\section*{A one-parameter family of finite-strain equations of state}

\subsection*{1. Premises and conventions}

Units: $P$ and $K$ in GPa, $K'$ and $K_0K_0''$ dimensionless. Primes are derivatives with respect to $P$ at fixed $T$. The subscript 0 means $P=0$.

\begin{itemize}
\item[P1.] The compression is isothermal, reversible and hydrostatic. A Helmholtz energy $F(V)$ exists at the given $T$, and
\begin{equation}
P=-\frac{dF}{dV},\qquad K=-V\frac{dP}{dV},\qquad K'=\frac{dK}{dP}.
\label{def}
\end{equation}
For a glass, $F$ belongs to one frozen network topology. Relaxation and permanent densification are excluded.
\item[P2.] $F$ is analytic near a volume $V_0$ with $P(V_0)=0$ and $K_0>0$.
\item[P3.] The Taylor series of $F$ in a chosen strain $f$ is cut after $f^3$ (cubic form) or $f^2$ (quadratic form). This is the only approximation, and it depends on the choice of $f$.
\end{itemize}

In an isotropic or cubic solid all lengths scale by $\lambda=(V/V_0)^{1/3}$. Put
\begin{equation}
x=\frac1\lambda=\Big(\frac{V_0}{V}\Big)^{1/3},\qquad \epsilon=\ln x .
\end{equation}
For lower symmetry, $x$ is simply a function of volume.

\subsection*{2. The strain family}

For real $n$ define
\begin{equation}
f=\frac{x^n-1}{n}=\frac{(V_0/V)^{n/3}-1}{n},\qquad 1+nf=x^n>0 .
\label{f}
\end{equation}
Sign convention: $f>0$ in compression for every $n$. It equals minus the Seth--Hill strain $(\lambda^{2m}-1)/2m$ with $2m=-n$. From $x^n=e^{n\epsilon}$,
\begin{equation}
f=\epsilon+\tfrac12 n\epsilon^2+\tfrac16 n^2\epsilon^3+\dots
\label{fe}
\end{equation}
All members agree to first order, and $f\to\epsilon$ as $n\to0$. Since $df/d\epsilon=x^n>0$, $f$ is monotonic in $V$ with an analytic inverse, so by P2 $F$ is analytic in $f$ near $f=0$. Compression $V_0>V>0$ covers $0<f<\infty$ for $n\ge0$ and $0<f<1/|n|$ for $n<0$.

Jacobian. From $d\epsilon=-dV/3V$ and $df=(1+nf)\,d\epsilon$, with $V=V_0x^{-3}=V_0(1+nf)^{-3/n}$,
\begin{equation}
\frac{df}{dV}=-\frac{1+nf}{3V}=-\frac{(1+nf)^{1+3/n}}{3V_0}.
\label{jac}
\end{equation}
Note $(1+nf)^{1+3/n}=x^{n+3}$. The first form of \eqref{jac} inserted in \eqref{def} gives
\begin{equation}
K=\frac{1+nf}{3}\,\frac{dP}{df}=\frac13\frac{dP}{d\epsilon}.
\label{Kf}
\end{equation}

\subsection*{3. Pressure}

Expand, keeping the quartic term for later use:
\begin{equation}
F=F_0+a_1f+a_2f^2+a_3f^3+a_4f^4+\dots
\end{equation}
Step 1. At $f=0$, $P=a_1/3V_0$ by \eqref{def} and \eqref{jac}. P2 gives $a_1=0$.

Step 2. The chain rule gives
\begin{equation}
P=\frac{2a_2}{3V_0}\,f\,(1+nf)^{1+3/n}\,[\,1+\xi f+\zeta f^2+\dots],\qquad
\xi=\frac{3a_3}{2a_2},\quad \zeta=\frac{2a_4}{a_2}.
\label{Pgen}
\end{equation}

Step 3. At $f=0$, \eqref{Kf} gives $K_0=2a_2/9V_0$, so $a_2=\tfrac92V_0K_0$ for every $n$, and the prefactor in \eqref{Pgen} is $3K_0$.

Step 4. Use $(1+nf)^{1+3/n}=1+(n+3)f+O(f^2)$:
\begin{align}
P&=3K_0[\,f+(n+3+\xi)f^2+\dots],\\
K&=K_0(1+nf)[\,1+2(n+3+\xi)f+\dots]=K_0[\,1+(3n+6+2\xi)f+\dots].
\end{align}
Divide $dK/df$ by $dP/df=3K_0$ at $f=0$:
\begin{equation}
K_0'=n+2+\tfrac23\xi,\qquad \xi=\tfrac32(K_0'-n-2),\qquad \frac{a_3}{a_2}=K_0'-n-2 .
\label{xi}
\end{equation}
Steps 1 to 4 are exact, because $a_4$ and higher terms do not enter $K_0$ or $K_0'$.

Step 5. Apply P3 with $a_4=a_5=\dots=0$:
\begin{align}
F-F_0&=\tfrac92V_0K_0f^2\,[\,1+(K_0'-n-2)f\,],\label{Fc}\\
P&=3K_0\,f\,(1+nf)^{1+3/n}\,\big[\,1+\tfrac32(K_0'-n-2)f\,\big].\label{main}
\end{align}
Equation \eqref{main} is the result. The normalised pressure $P/(3fx^{n+3})=K_0(1+\xi f)$ is linear in $f$, which is the practical test of the truncation on data.

Step 6. Bulk modulus. Since $d x^{n+3}/df=(n+3)x^{n+3}/(1+nf)$, \eqref{Kf} gives
\begin{equation}
K=K_0x^{n+3}\big[(1+nf)(1+2\xi f)+(n+3)f(1+\xi f)\big].
\end{equation}
Collect powers and use $2n+3+2\xi=3K_0'-n-3$:
\begin{equation}
K=K_0x^{n+3}\big[\,1+(3K_0'-n-3)f+3(n+1)\xi f^2\,\big].
\label{K}
\end{equation}

Quadratic form. Setting also $a_3=0$ forces $\xi=0$, and \eqref{xi} then implies
\begin{equation}
K_0'=n+2,\qquad P=\frac{3K_0}{n}\big(x^{2n+3}-x^{n+3}\big).
\label{quad}
\end{equation}
This $K_0'$ is a property of the strain measure and carries no information on the material. Conversely, a material with given $K_0'$ has no cubic term in the measure $n=K_0'-2$, here called the matched member.

\subsection*{4. What the truncation implies for $K_0''$}

Rewrite $F$ in $\epsilon$. From \eqref{fe}, $f^2=\epsilon^2+n\epsilon^3+(\tfrac14+\tfrac13)n^2\epsilon^4+\dots$ and $f^3=\epsilon^3+\tfrac32n\epsilon^4+\dots$, so
\begin{equation}
F-F_0=a_2(\epsilon^2+\alpha_3\epsilon^3+\alpha_4\epsilon^4+\dots),\quad
\alpha_3=n+\frac{a_3}{a_2},\quad
\alpha_4=\frac{7n^2}{12}+\frac{3n}{2}\frac{a_3}{a_2}+\frac{\zeta}{2}.
\label{alpha}
\end{equation}
The $\alpha_k$ are material properties. A series cut in one $f$ is an infinite series in another, so the members are inequivalent. With $P=(e^{3\epsilon}/3V_0)\,dF/d\epsilon$ and $e^{3\epsilon}=1+3\epsilon+\tfrac92\epsilon^2+\dots$,
\begin{equation}
P=3K_0(\epsilon+p_2\epsilon^2+p_3\epsilon^3+\dots),\quad p_2=3+\tfrac32\alpha_3,\quad p_3=\tfrac92+\tfrac92\alpha_3+2\alpha_4 .
\label{p}
\end{equation}
By \eqref{Kf}, $K=K_0(1+2p_2\epsilon+3p_3\epsilon^2+\dots)$, hence
\begin{equation}
K'=\frac{dK/d\epsilon}{dP/d\epsilon}=\frac{2p_2+6p_3\epsilon+\dots}{3(1+2p_2\epsilon+\dots)}=\tfrac23p_2+\tfrac13(6p_3-4p_2^2)\epsilon+\dots
\end{equation}
The constant term gives $K_0'=2+\alpha_3$, which confirms \eqref{xi}. Dividing the linear term by $dP/d\epsilon=3K_0$ gives
\begin{equation}
K_0K_0''=\tfrac23p_3-K_0'^2=-K_0'^2+3K_0'-3+\tfrac43\alpha_4 .
\label{Kpp0}
\end{equation}
Insert \eqref{alpha} with $a_3/a_2=K_0'-2-n$. Then $\tfrac43\alpha_4=2n(K_0'-2)-\tfrac{11}{9}n^2+\tfrac23\zeta$, and
\begin{equation}
K_0K_0''=\kappa_n+\tfrac23\zeta,\qquad
\kappa_n=-K_0'^2+3K_0'-3+2n(K_0'-2)-\tfrac{11}{9}n^2 .
\label{kap}
\end{equation}
The cubic form has $\zeta=0$ and imposes $K_0K_0''=\kappa_n$. For the quadratic form, $K_0'=n+2$ gives $\kappa_n=-(2n+3)(n+3)/9$.

Three consequences.

(a) Neglected term. If the true $K_0''$ is known, the first omitted coefficient is $\zeta=\tfrac32(K_0K_0''-\kappa_n)$. It adds $\zeta f^2$ to the bracket of \eqref{main} and, by \eqref{Kf}, $\zeta f^2[3+(4n+3)f]$ to the bracket of \eqref{K}.

(b) Spread of the family. Two members with equal $K_0$ and $K_0'$ share $p_2$. By \eqref{Kpp0} they differ in $p_3$ by $\tfrac32\Delta\kappa$, so
\begin{equation}
\Delta P=\tfrac92K_0\,\Delta\kappa\,\epsilon^3+O(\epsilon^4).
\label{dP}
\end{equation}

(c) Upper bound. $\kappa_n$ is a downward parabola in $n$. Its derivative vanishes at $n^*=\tfrac9{11}(K_0'-2)$, where
\begin{equation}
\kappa_{\max}=\tfrac{9}{11}(K_0'-2)^2-K_0'^2+3K_0'-3=-\tfrac1{11}\big(2K_0'^2+3K_0'-3\big).
\label{max}
\end{equation}
This is positive only between the roots $(-3\pm\sqrt{33})/4$, that is for $-2.19<K_0'<0.69$. Outside this window every cubic member has $K_0''<0$.

\subsection*{5. Named members}

\textbf{$n=2$, Birch (1947).} $f=(x^2-1)/2$ is the Eulerian strain.
\begin{equation}
P=3K_0f(1+2f)^{5/2}\big[1+\tfrac32(K_0'-4)f\big],\qquad \kappa_2=-K_0'^2+7K_0'-\tfrac{143}{9}.
\end{equation}
Quadratic form: $K_0'=4$, $P=\tfrac32K_0(x^7-x^5)$.

\textbf{$n=1$, Bardeen (1938).} For a length $r\propto V^{1/3}$, $x=r_0/r$ and $f=x-1$.
\begin{equation}
P=3K_0(x-1)x^4\big[1+\tfrac32(K_0'-3)(x-1)\big],\qquad \kappa_1=-K_0'^2+5K_0'-\tfrac{74}{9}.
\end{equation}
Expanding \eqref{Fc} in $x$,
\begin{equation}
F-F_0=a_3x^3+(a_2-3a_3)x^2+(3a_3-2a_2)x+(a_2-a_3),
\label{bar}
\end{equation}
which has the form $A/r^3+B/r^2+C/r+\text{const}$. Conversely, any such polynomial with a minimum at $r_0$ is exactly a cubic in $x-1$ without linear term, so $(A,B,C)$ and $(r_0,K_0,K_0')$ are equivalent parameter sets for $P$. Bardeen introduced the form for alkali metals, where $1/r^2$ is the scaling of the free-electron kinetic energy and $1/r$ that of the Coulomb energy. Quadratic form: $K_0'=3$.

\textbf{$n=0$, Hencky strain.} $f=\epsilon=\tfrac13 L$ with $L=\ln(V_0/V)$, and $(1+nf)^{1+3/n}=x^{n+3}\to e^{3\epsilon}=V_0/V$.
\begin{equation}
P=K_0\frac{V_0}{V}\Big[L+\tfrac12(K_0'-2)L^2\Big],\qquad \kappa_0=-K_0'^2+3K_0'-3 .
\end{equation}
This is the logarithmic equation of Poirier and Tarantola (1998). Quadratic form: $K_0'=2$.

\textbf{$n=-2$, Lagrangian.} $f=(1-\lambda^2)/2$ is minus the Green--Lagrange strain.
\begin{equation}
P=3K_0f(1-2f)^{-1/2}\big[1+\tfrac32K_0'f\big].
\end{equation}
Quadratic form: $P=\tfrac32K_0(x-1/x)=3K_0\sinh\epsilon$, so $K=K_0\cosh\epsilon$ by \eqref{Kf} and $K'=\tfrac13\tanh\epsilon$. Thus $K'=0$ holds at $P=0$ only, and $K_0K_0''=+\tfrac19$, as \eqref{kap} requires.

\textbf{$n=-3$, elementary test.} $f=(1-V/V_0)/3$. The quadratic form gives $P=K_0(1-V/V_0)$, $K=K_0V/V_0$, $K'=-1=n+2$.

\subsection*{6. Negative $K_0'$: a built-in instability}

Claim. For $K_0'<-3$, every cubic member reaches $K=0$ at a finite compression.

Proof. $P>0$ for small $f>0$. It suffices to show that $P$ returns to zero within the range of $f$ or at its end. Then $P$ has an interior maximum, where $dP/df=0$ and $K=0$ by \eqref{Kf}.
\begin{itemize}
\item $n\ge0$: $\xi<0$ because $K_0'<n+2$. The bracket of \eqref{main} vanishes at $f=1/|\xi|$, which is in range.
\item $-3\le n<0$: the zero at $1/|\xi|$ is in range if $-\xi>|n|$, that is $\tfrac32(n+2-K_0')>-n$, or $K_0'<2+\tfrac53n$. The right side is smallest at $n=-3$, where it equals $-3$.
\item $n<-3$: $f$ stays bounded and $x^{n+3}\to0$ as $V\to0$, so $P\to0$.
\end{itemize}
The location $f_s$ is the smallest positive root of the bracket in \eqref{K}. Beyond it $K<0$ and the model solid is mechanically unstable. The point lies where the omitted terms are no longer small, as the numbers below show, so it is no prediction of a collapse.

\subsection*{7. Range of validity}

\begin{itemize}
\item P1 must hold: one phase or one frozen glass structure, reversible loading, no shear stress.
\item Quadratic form: $|\xi f|\ll1$, that is $|K_0'-n-2|\,|f|\ll\tfrac23$. A strongly negative $K_0'$ is far from $n+2$ for all four named members, and the quadratic form then gives $P$ to first order in strain only.
\item Cubic form: $|\zeta|f^2\ll1$ for $P$. For the change of $K$ with pressure the condition is stricter. The omitted $3\zeta f^2$ must be small against $K/K_0-1\approx3K_0'f$, that is $|f|\ll|K_0'/\zeta|$.
\item $f$ must stay well below $f_s$.
\item The spread \eqref{dP} between members is a diagnostic and no bound. When all $\kappa_n$ lie on one side of the true $K_0K_0''$, all members miss in the same direction.
\item No member is constrained at large strain. For $n>0$, $\xi>0$, $P\propto x^{3n+3}$ and $K'\to n+1$, a value set by the choice of $n$.
\end{itemize}

\subsection*{8. Illustration: silica glass near 1 GPa}

Inputs, typical values at room temperature: $K_0=37$ GPa, $K_0'=-6$. They are treated as exact so that the members can be compared. Acoustic moduli are adiabatic, and $1-K_T/K_S=\alpha^2TK_T/\rho c_P$. With typical $\alpha=1.6\times10^{-6}$ K$^{-1}$ (volume), $\rho=2200$ kg\,m$^{-3}$, $c_P=740$ J\,kg$^{-1}$K$^{-1}$ and $T=300$ K this is $1.7\times10^{-5}$, which is negligible.

Then $\xi=-\tfrac32(n+8)$, the matched member is $n=-8$, and $\kappa_n=-57-16n-\tfrac{11}9n^2$. Take $V/V_0=0.97$, so $\epsilon=0.01015$. The table lists $f$, $P$ from \eqref{main} and $K$ from \eqref{K} at this volume, then the volume $V_s$ and pressure $P_s$ at which $K=0$.

\begin{center}
\begin{tabular}{rrrrrrrr}
$n$ & $\xi$ & $\kappa_n$ & $10^2f$ & $P$/GPa & $K$/GPa & $V_s/V_0$ & $P_s$/GPa\\ \hline
$2$ & $-15$ & $-93.9$ & 1.026 & 1.014 & 29.2 & 0.901 & 2.19\\
$1$ & $-13.5$ & $-74.2$ & 1.020 & 1.017 & 29.6 & 0.890 & 2.39\\
$0$ & $-12$ & $-57.0$ & 1.015 & 1.020 & 29.9 & 0.876 & 2.63\\
$-2$ & $-9$ & $-29.9$ & 1.005 & 1.025 & 30.3 & 0.833 & 3.27\\
$-8$ & $0$ & $-7.2$ & 0.975 & 1.029 & 30.7 & 0.699 & 4.70
\end{tabular}
\end{center}

The last digits serve to separate the members. They exceed the accuracy of the truncation, estimated below.

\textbf{Cubic term.} For $n=2$, $\xi f=-0.15$. The quadratic Birch form would give 1.20 GPa, 18\% above the cubic value, and a modulus that rises with pressure where that of the glass falls.

\textbf{Spread.} From $n=2$ to $n=-8$, $P$ rises by 1.5\% and $K$ by 5\%. With $\Delta\kappa=86.7$, \eqref{dP} gives $\Delta P=0.0151$ GPa. The unrounded difference is 0.0153 GPa.

\textbf{Bardeen coefficients.} $a_3/a_2=-9$, so \eqref{bar} reads $a_2(-9x^3+28x^2-29x+10)$. The $1/r^3$ term is attractive. The polynomial is a local fit, and the reading of its terms that holds for alkali metals has no meaning for a tetrahedral network.

\textbf{Curvature.} By \eqref{max}, $n^*=-6.55$ and $\kappa_{\max}=-4.64$. Every cubic member accelerates the softening, and by Section 6 every member ends at $K=0$. In the real glass the softening slows, $K$ passes through a minimum at a few GPa and then rises.

\textbf{Size of the neglected term.} Assume, for an estimate only, $K=K_0+K_0'P+\tfrac12K_0''P^2$ with its minimum at a typical $P_m=2.5$ GPa. Then $K_0''=-K_0'/P_m=2.4$ GPa$^{-1}$, $K_0K_0''=88.8$, and $K(P_m)=K_0+\tfrac12K_0'P_m=29.5$ GPa. From \eqref{kap}, $\zeta=274$ for $n=2$ and $\zeta=144$ for $n=-8$. At $V/V_0=0.97$:
\begin{itemize}
\item in $P$, $\zeta f^2=0.029$ ($n=2$) and $0.014$ ($n=-8$). Both are positive and comparable to or larger than the spread. The cubic result is $P\approx1.0$ GPa, low by a few per cent;
\item in $K/K_0$, $3\zeta f^2=0.09$ and $0.04$, against a computed softening $1-K/K_0$ of $0.21$ and $0.17$. The omitted term is a sizeable fraction of the effect, and the cubic forms overstate the softening by tens of per cent.
\end{itemize}
At the Birch instability, $f_s=0.0359$, the bracket $1+\xi f_s$ is $0.46$ and $\zeta f_s^2=0.35$. The series cut after $f^3$ has no meaning there.

\textbf{Verdict.} With $K_0'\approx-6$ the cubic family describes silica glass up to about 1 GPa, with $P(V)$ good to a few per cent and the softening of $K$ only roughly. The matched member has the smaller omitted term of the two estimated. Between 2 and 5 GPa the tabulated members send $K$ to zero, while the real glass stays stable with a modulus at most a few tens of per cent below $K_0$. The model modulus is there too low by a large factor, and the values $P_s$ have no counterpart in the material. A minimum of $K$ needs at least the quartic term with $\zeta>0$ fitted to data. At pressures of the order of 10 GPa the glass densifies permanently at room temperature, P1 fails, and no expansion about $V_0$ applies.